\section*{Optimal control of the Kohn--Sham system, applied to the ionisation of H$_2$}

\subsection*{Premises and conventions}

I want the field $\varepsilon(t)$ on $[0,T]$ that makes a target large at a given cost in fluence, when the electrons follow the time-dependent Kohn--Sham (KS) equations. I assume the following.

(i) The nuclei are clamped and the field is uniform over the molecule. It couples as $-\hat\mu\,\varepsilon(t)$ with the dipole operator $\hat\mu=-e\,x$ along the polarisation $x$, and $e>0$.

(ii) There are $M$ spatial orbitals, each with occupation $\nu$ ($\nu=2$ for a closed shell), so $n=\nu\sum_i|\varphi_i|^2$. The initial orbitals $\varphi_i(0)$ are fixed.

(iii) The orbitals obey
\begin{equation}
i\hbar\,\partial_t\varphi_i=\hat H\varphi_i,\qquad
\hat H=\hat T+v_0+v_{\rm Hxc}[n(t)]-\hat\mu\,\varepsilon(t)-i\hat W .
\label{ks}
\end{equation}
Here $\hat W\ge0$ is a Hermitian absorber that does not depend on $n$ and removes outgoing electrons. The potential energy $v_{\rm Hxc}$ is real, local and adiabatic: it depends on the density at the same instant, with the real derivative
\begin{equation}
f_{\rm Hxc}(\mathbf r,\mathbf r';t)=\left.\frac{\delta v_{\rm Hxc}(\mathbf r)}{\delta n(\mathbf r')}\right|_{n(t)} .
\end{equation}
This kernel is taken at the driven density $n(t)$. It coincides with the kernel of ground-state linear response only for weak fields.

(iv) The target $G$ is a real differentiable functional of the orbitals at $T$. Its derivative is defined by $\delta G=2\,{\rm Re}\sum_i\langle\delta G/\delta\varphi_i^*|\delta\varphi_i(T)\rangle$, which is the usual rule with $\varphi_i$ and $\varphi_i^*$ treated as independent.

The quantity to maximise is $G-\alpha\mathcal F$, with fluence $\mathcal F=\int_0^T\varepsilon^2dt$ and $\alpha>0$.

\subsection*{The constrained functional}

Equation (\ref{ks}) is a complex constraint at every $\mathbf r$ and $t$, so it needs a complex multiplier $\chi_i(\mathbf r,t)$, the costate. The real pairing ${\rm Re}\langle\chi|\cdot\rangle$ gives one real multiplier to the real part of the constraint and one to the imaginary part:
\begin{equation}
J=G-\alpha\int_0^T\!\varepsilon^2dt-2\,{\rm Re}\sum_j\int_0^T\!dt\,\Big\langle\chi_j\Big|\partial_t+\frac{i}{\hbar}\hat H\Big|\varphi_j\Big\rangle .
\label{J}
\end{equation}
The factor $-2$ fixes the normalisation of $\chi$. Varying $\chi_j$ returns (\ref{ks}). On solutions of (\ref{ks}) the last term vanishes and $J=G-\alpha\mathcal F$ for any $\chi$.

\subsection*{Variation of the orbitals}

The last term of (\ref{J}) responds to $\delta\varphi_i$ in three ways.

\emph{Time derivative.} Integration by parts with $\delta\varphi_i(0)=0$ gives
\begin{equation}
-2\,{\rm Re}\!\int_0^T\!\langle\chi_i|\partial_t\delta\varphi_i\rangle dt
=-2\,{\rm Re}\langle\chi_i(T)|\delta\varphi_i(T)\rangle+2\,{\rm Re}\!\int_0^T\!\langle\partial_t\chi_i|\delta\varphi_i\rangle dt .
\end{equation}

\emph{Hamiltonian at fixed density.} The bra is antilinear, so $\langle i\hat H^\dagger\chi|\delta\varphi\rangle=-i\langle\chi|\hat H\delta\varphi\rangle$, and
\begin{equation}
-2\,{\rm Re}\,\frac{i}{\hbar}\langle\chi_i|\hat H\,\delta\varphi_i\rangle=2\,{\rm Re}\Big\langle\frac{i}{\hbar}\hat H^\dagger\chi_i\Big|\delta\varphi_i\Big\rangle .
\end{equation}

\emph{Change of the potential.} A change of any orbital alters the potential felt by all orbitals $j$. Since $\delta v_{\rm Hxc}$ is real and ${\rm Re}(iz)=-{\rm Im}\,z$,
\begin{equation}
-2\,{\rm Re}\,\frac{i}{\hbar}\sum_j\langle\chi_j|\delta v_{\rm Hxc}|\varphi_j\rangle
=\frac{2}{\hbar}\int\!d^3r'\,{\rm Im}\Big[\sum_j\chi_j^*\varphi_j\Big](\mathbf r')\,\delta v_{\rm Hxc}(\mathbf r')
=\frac{2}{\hbar}\int\!d^3r\,w(\mathbf r)\,\delta n(\mathbf r),
\end{equation}
where I inserted $\delta v_{\rm Hxc}(\mathbf r')=\int d^3r\,f_{\rm Hxc}(\mathbf r',\mathbf r)\,\delta n(\mathbf r)$ and defined the real function
\begin{equation}
w(\mathbf r,t)=\int\!d^3r'\,f_{\rm Hxc}(\mathbf r',\mathbf r;t)\;{\rm Im}\sum_j\chi_j^*(\mathbf r',t)\,\varphi_j(\mathbf r',t).
\label{w}
\end{equation}
With $\delta n=2\nu\,{\rm Re}\sum_i\varphi_i^*\delta\varphi_i$ the term becomes $2\,{\rm Re}\sum_i\langle(2\nu/\hbar)\,w\varphi_i|\delta\varphi_i\rangle$.

Every contribution now has the form $2\,{\rm Re}\langle X|\delta\varphi_i\rangle$. The variation is an arbitrary complex function; taking $\delta\varphi_i=X$ shows that $X$ must vanish. The interior terms give $\partial_t\chi_i+(i/\hbar)\hat H^\dagger\chi_i+(2\nu/\hbar)w\varphi_i=0$, and the terms at $T$ combine with $\delta G$. Multiplying the first by $i\hbar$,
\begin{equation}
i\hbar\,\partial_t\chi_i=\hat H^\dagger\chi_i-2i\nu\,\varphi_i\,w,\qquad
\chi_i(T)=\frac{\delta G}{\delta\varphi_i^*}\bigg|_{T} .
\label{co}
\end{equation}
The condition sits at $T$, so (\ref{co}) runs backwards. It needs the stored $\varphi_i(t)$, which enter $\hat H^\dagger$, the kernel and the last term.

\subsection*{Variation of the field}

Since $\delta\hat H=-\hat\mu\,\delta\varepsilon$, the last term of (\ref{J}) changes by $+2\,{\rm Re}\,(i/\hbar)\sum_j\langle\chi_j|\hat\mu|\varphi_j\rangle\,\delta\varepsilon$ under the time integral. Hence
\begin{equation}
\frac{\delta J}{\delta\varepsilon(t)}=-2\alpha\,\varepsilon(t)-\frac{2}{\hbar}\,{\rm Im}\sum_j\langle\chi_j|\hat\mu|\varphi_j\rangle .
\label{grad}
\end{equation}
When $\varphi$ solves (\ref{ks}) and $\chi$ solves (\ref{co}), $J$ is stationary in both, so the induced change of the orbitals drops out. Then (\ref{grad}) is the total gradient of $G-\alpha\mathcal F$ for any field, optimal or not, at the price of one forward and one backward propagation. Setting it to zero,
\begin{equation}
\varepsilon(t)=-\frac{1}{\alpha\hbar}\,{\rm Im}\sum_j\langle\chi_j|\hat\mu|\varphi_j\rangle
=+\frac{e}{\alpha\hbar}\,{\rm Im}\sum_j\langle\chi_j|x|\varphi_j\rangle .
\label{field}
\end{equation}
The minus sign belongs to the coupling $-\hat\mu\varepsilon$; it turns into a plus when the matrix element is that of the position. No factor $\nu$ appears in (\ref{field}), because $\chi_i(T)$ already carries it for a density target. Equations (\ref{ks}), (\ref{w}), (\ref{co}) and (\ref{field}) form the two-point boundary-value problem. The combination of optimal control with TDDFT along these lines was published by Castro, Werschnik and Gross in 2012.

\subsection*{Properties I use as checks}

\emph{Real linearity.} The map $\chi\mapsto w$ takes an imaginary part, so (\ref{co}) is linear over real coefficients only. If $\chi$ is a solution, $i\chi$ in general is not, and the norm of $\chi$ is not conserved even for $\hat W=0$.

\emph{A conserved quantity.} From (\ref{ks}) and (\ref{co}) the $\hat H$ terms cancel in
\begin{equation}
\frac{d}{dt}\langle\chi_i|\varphi_i\rangle=-\frac{2\nu}{\hbar}\langle\varphi_i|w|\varphi_i\rangle ,
\end{equation}
which is real. So ${\rm Im}\langle\chi_i|\varphi_i\rangle$ is constant, a cheap test of a propagator.

\emph{No multipliers for orthonormality.} For $\hat W=0$, (\ref{ks}) preserves orthonormality by itself. Correspondingly $\chi_i\to\chi_i+\sum_jm_{ij}\varphi_j$ with a constant Hermitian matrix $m$ adds a real quantity to $\sum_i\chi_i^*\varphi_i$ and to $\sum_i\langle\chi_i|\hat\mu|\varphi_i\rangle$. It leaves $w$, (\ref{co}) and the field unchanged.

\emph{Density targets.} For $G=\int\theta(\mathbf r)\,n(\mathbf r,T)\,d^3r$ with a real weight $\theta$, $\chi_i(T)=\nu\theta\varphi_i(T)$. Then $\chi_i^*\varphi_i$ is real at $T$, so $w(T)=0$ and $\varepsilon(T)=0$.

\subsection*{The ionisation target}

With an absorber, the mean number of electrons removed is $G=\nu M-\nu\sum_i\langle\varphi_i(T)|\varphi_i(T)\rangle$, so $\chi_i(T)=-\nu\varphi_i(T)$. I set $\eta_i=\chi_i+\nu\varphi_i$. The piece $-\nu\varphi_i$ contributes nothing to (\ref{w}) or (\ref{field}), since $|\varphi_i|^2$ and $\langle\varphi_i|\hat\mu|\varphi_i\rangle$ are real, so $\eta$ may replace $\chi$ in both. Adding $\nu$ times (\ref{ks}) to (\ref{co}) and using $\hat H-\hat H^\dagger=-2i\hat W$,
\begin{equation}
i\hbar\,\partial_t\eta_i=\hat H^\dagger\eta_i-2i\nu\,\varphi_i\,w-2i\nu\,\hat W\varphi_i,\qquad \eta_i(T)=0 .
\label{eta}
\end{equation}
The costate is fed by the part of the orbital that is being absorbed, and it carries that information back to earlier times. The term $+i\hat W$ in $\hat H^\dagger$ damps $\eta$ in the backward direction. If the initial orbitals are stationary and have no weight in the absorber, $\varepsilon=0$ gives $\eta=0$ and solves all the equations, so an iteration has to start from a finite field.

\subsection*{Range of validity}

The equations are exact stationarity conditions for the model (\ref{ks}), at any field strength; nothing was expanded in $\varepsilon$. They are necessary conditions and are met by local maxima, minima and saddle points alike. Their limits are those of the premises.

If $v_{\rm Hxc}(t')$ depends on the density at earlier times $t\le t'$, the third variation acquires a time integral. Exchanging the order of integration replaces (\ref{w}) by
\begin{equation}
w(\mathbf r,t)=\int_t^T\!dt'\!\int\!d^3r'\,\frac{\delta v_{\rm Hxc}(\mathbf r',t')}{\delta n(\mathbf r,t)}\;{\rm Im}\sum_j\chi_j^*\varphi_j(\mathbf r',t'),
\end{equation}
and the rest stands. A potential that depends on the orbitals explicitly needs $\delta v/\delta\varphi_i^*$ in place of $\nu\varphi_if_{\rm Hxc}$. A target has physical meaning only as far as it is a functional of the density; the number of escaped electrons qualifies, provided the absorber lies far out and does not reflect, whereas separate probabilities of single and double ionisation need further approximate functionals. The optimum is that of the approximate functional, and the optimiser exploits its defects as readily as real physics. Moving nuclei, or restrictions on the pulse spectrum, add equations or project (\ref{grad}) on the allowed fields. The initial state is pure; at 300 K, $k_BT_{\rm gas}=0.026$ eV lies far below any electronic gap of H$_2$, but a gas sample is an ensemble of orientations, and there $G$ and the gradient must be averaged over them.

\subsection*{Illustration: weak-field optimum for a two-function H$_2$}

For a two-electron singlet, exact exchange cancels half of the Hartree term: $v_{\rm Hx}=v_{\rm H}/2$ and $f_{\rm Hx}=k/(2|\mathbf r-\mathbf r'|)$, with $k=e^2/4\pi\epsilon_0=14.40$ eV\,\AA. I drop correlation. Then $\nu=2$, $M=1$, and $v_{\rm Hx}$ is the Coulomb potential of $|\varphi|^2$.

\emph{Basis.} The nuclei lie on the $z$ axis at $\pm d$, $d=R/2$, with the typical bond length $R=0.74$ \AA; the field is perpendicular to the bond. I take $\phi_0=(2\zeta/\pi)^{3/4}e^{-\zeta r^2}$ at the bond centre and $\phi_1=-2\sqrt\zeta\,x\,\phi_0$. As $x\phi_0\propto\phi_1$, this one function exhausts the dipole coupling of $\phi_0$, with $\mu=\langle\phi_1|\hat\mu|\phi_0\rangle=e/(2\sqrt\zeta)$.

The charge $\rho=\phi_0^2$ has the potential $U(r)={\rm erf}(\sqrt{2\zeta}\,r)/r$, and two such charges at distance $s$ interact through $Y(s)={\rm erf}(\sqrt\zeta\,s)/s=2\sqrt{\zeta/\pi}\,(1-\zeta s^2/3+\dots)$. Differentiating $\rho$ gives $\phi_0\phi_1=\partial_x\rho/(2\sqrt\zeta)$ and $\phi_1^2=\rho+\partial_x^2\rho/(4\zeta)$, and the derivatives pass on to $U$ and $Y$. On the $z$ axis $\partial_x^2U=U'/r$. The kinetic, nuclear and Coulomb integrals are
\begin{align}
T_0&=\tfrac32\,\zeta\hbar^2/m, & T_1&=\tfrac52\,\zeta\hbar^2/m,\\
V_0&=-2k\,U(d), & V_1&=-2k\,[U(d)+U'(d)/(4\zeta d)],\\
J_{00}&=kY(0), & J_{01}&=k[Y(0)+Y''(0)/4\zeta]=\tfrac56J_{00},
\end{align}
and the self-repulsion of the transition charge $\phi_0\phi_1$ is $K=-kY''(0)/4\zeta=J_{00}/6$. The energy $2T_0+2V_0+J_{00}+k/R$ is lowest at $\zeta=1.20$ \AA$^{-2}$, and I use that rounded value. With $\hbar^2/m=7.620$ eV\,\AA$^2$, $U(d)=1.574$ \AA$^{-1}$ and the bracket in $V_1$ equal to $1.094$ \AA$^{-1}$, I find in eV (sums formed before rounding)
\begin{align}
\epsilon_0&=T_0+V_0+J_{00}=-13.82, &&(13.72,\ -45.33,\ 17.80),\\
\epsilon_1&=T_1+V_1+J_{01}=+6.19, &&(22.86,\ -31.50,\ 14.83).
\end{align}
So $\Delta=\epsilon_1-\epsilon_0=20.01$ eV, $K=2.97$ eV, $\Delta+2K=25.94$ eV and $\mu=0.456\ e$\AA. The function $\phi_1$ has positive energy and stands in for the continuum. I let it drain through $\hat W=\gamma|\phi_1\rangle\langle\phi_1|$ with $\gamma=4$ eV, a model input chosen to mimic a band of the typical order of ten eV in width.

\emph{Forward equation.} I remove the phase $e^{-i\epsilon_0t/\hbar}$ from $\varphi$ and $\eta$, which leaves $\eta^*\varphi$ unchanged. To first order in $\varepsilon$, $\varphi=\phi_0+(a+ib)\phi_1$ and $\delta|\varphi|^2=2a\,\phi_0\phi_1$, so $\langle\phi_1|\delta v_{\rm Hx}|\phi_0\rangle=2Ka$. The real and imaginary parts of (\ref{ks}) read
\begin{equation}
\hbar\dot a=-\gamma a+\Delta\,b,\qquad \hbar\dot b=-\gamma b-(\Delta+2K)\,a+\mu\varepsilon .
\label{fw}
\end{equation}
The free motion is damped at the rate $\gamma/\hbar$ and oscillates with $\hbar\Omega=\sqrt{\Delta(\Delta+2K)}=22.78$ eV.

\emph{Backward equation.} At first order $\eta=(p+iq)\phi_1$, so ${\rm Im}\,\eta^*\varphi=-q\,\phi_0\phi_1$ and $\langle\phi_1|w|\phi_0\rangle=-Kq/2$. The kernel term of (\ref{eta}) is $+2iKq$ and the source is $-4i\gamma(a+ib)$:
\begin{equation}
\hbar\dot p=\gamma p+(\Delta+2K)\,q-4\gamma a,\qquad \hbar\dot q=\gamma q-\Delta\,p-4\gamma b,\qquad \varepsilon=\frac{\mu q}{\alpha\hbar}.
\label{bw}
\end{equation}
The homogeneous matrix of (\ref{bw}) is minus the transpose of that of (\ref{fw}), as an adjoint system requires. This confirms the factor and sign $-2i\nu$.

\emph{Solution.} More than a few $\hbar/\gamma=0.16$ fs from either end, transients have died and all quantities may be taken $\propto e^{-iEt/\hbar}$. With $s=\gamma+iE$ and $D=s^{*2}+\hbar^2\Omega^2$, (\ref{fw}) gives $\hat a=\Delta\mu\hat\varepsilon/D$ and $\hat b=s^*\mu\hat\varepsilon/D$. Eliminating $\hat p=(s\hat q-4\gamma\hat b)/\Delta$ from (\ref{bw}) gives $D^*\hat q=4\gamma(s\hat b+\Delta\hat a)$. The field condition then holds if $\alpha$ equals
\begin{equation}
\alpha(E)=\frac{4\gamma\mu^2}{\hbar}\,\frac{A+E^2}{(B-E^2)^2+4\gamma^2E^2},\qquad A=\Delta^2+\gamma^2,\quad B=\hbar^2\Omega^2+\gamma^2 .
\label{aE}
\end{equation}
An independent route gives the same function. The loss rate is exactly $\dot G=(4\gamma/\hbar)(a^2+b^2)$, and Parseval's theorem turns it into $G=\int(d\omega/2\pi)\,\alpha(\hbar\omega)|\tilde\varepsilon(\omega)|^2$ for a pulse that ends well before $T$, while $\mathcal F=\int(d\omega/2\pi)|\tilde\varepsilon|^2$. Thus $\alpha(E)$ is the yield per fluence and $G\le\alpha_*\mathcal F$, with $\alpha_*$ its maximum. For $\alpha>\alpha_*$ zero field is a maximum of $J$. For $\alpha<\alpha_*$ it is a saddle point, and the amplitude grows until depletion, absent from (\ref{fw}), stops it. At fixed small fluence the best pulse is a narrow-band one at the maximum. Setting $d\alpha/d(E^2)=0$ gives $E^4+2AE^2-2A(B-2\gamma^2)-B^2=0$, so
\begin{equation}
E_*^2=-A+\sqrt{(A+B)^2-4\gamma^2A}.
\end{equation}
With $A=416.3$ eV$^2$ and $B=535.0$ eV$^2$, $E_*=22.82$ eV and $\alpha_*=0.1415$ \AA$^2$\,V$^{-2}$\,fs$^{-1}$. These digits refer to the model.

For $G=0.02$ electrons, and with edge effects left out for the moment, the fluence is $G/\alpha_*=0.14$ V$^2$\,\AA$^{-2}$\,fs. A flat pulse of $T=5$ fs has $\mathcal F=\varepsilon_0^2T/2$, so $\varepsilon_0=0.24$ V/\AA\ and the intensity $c\epsilon_{\rm vac}\varepsilon_0^2/2$, with $\epsilon_{\rm vac}$ the vacuum permittivity, is $7.5\times10^{11}$ W/cm$^2$.

\emph{What the kernel does.} A pulse tuned to the bare KS gap $\Delta$ yields only $0.67$ of the optimum. If the forward equation is right but the kernel term of the costate is altered, $D^*$ in the equation for $\hat q$ becomes $D'=s^2+\Delta\Delta'$, and the computed gradient of $G$ is multiplied by $D^*/D'$. At $E_*$ the real part of this factor, which measures the response to scaling the amplitude, is $0.72$ with the term omitted ($\Delta'=\Delta$) and $0.36$ with its sign reversed ($\Delta'=\Delta-2K$). The term is no small correction.

\emph{Neglected terms.} Edge effects are of relative order $\hbar/\gamma T=0.033$. For a resonant flat pulse switched on at $t=0$ the envelope of $a+ib$ grows as $1-e^{-\gamma t/\hbar}$, if counter-rotating terms are dropped. The loss rate goes as its square, whose integral over $[0,T]$ is $T-3\hbar/2\gamma$ for $T\gg\hbar/\gamma$. The yield is then $0.95\,\alpha_*\mathcal F$, so the fluence and intensity above are low by about five per cent: $G=0.02$ needs about $0.15$ V$^2$\,\AA$^{-2}$\,fs and $7.9\times10^{11}$ W/cm$^2$, while $\varepsilon_0$ stays at $0.24$ V/\AA. The orbital loses the fraction $\delta=G/2=0.01$ of its norm. This lowers $\epsilon_0$ by $J_{00}\delta=0.18$ eV and $\epsilon_1$ by $J_{01}\delta$, and scales $2K$ by $1-\delta$; $\Delta$ rises and $\Delta+2K$ falls by $K\delta=0.030$ eV, small against $\gamma$. At $\delta=0.5$ the shifts reach $1.5$ eV, rival the kernel shift itself, and the full nonlinear equations must be iterated. The wavelength $hc/E_*=54$ nm justifies the dipole coupling.

\emph{Relation to real H$_2$.} The single Gaussian binds too weakly: $-\epsilon_0$ lies below the real vertical ionisation energy by ten to twenty per cent. Real photoionisation is strongest a little above threshold, so $E_*$ is too high by tens of per cent. The model cross-section, rate over photon flux, is $\alpha_*E_*/(c\epsilon_{\rm vac})=0.195$ \AA$^2$. It is too large by a large factor, two or more, because the model counts the dipole strength of bound excited states as ionising and gathers a long high-energy tail into one line. Its line shape also extends below threshold, where the molecule cannot be ionised by one photon. The fluence found above is correspondingly too small.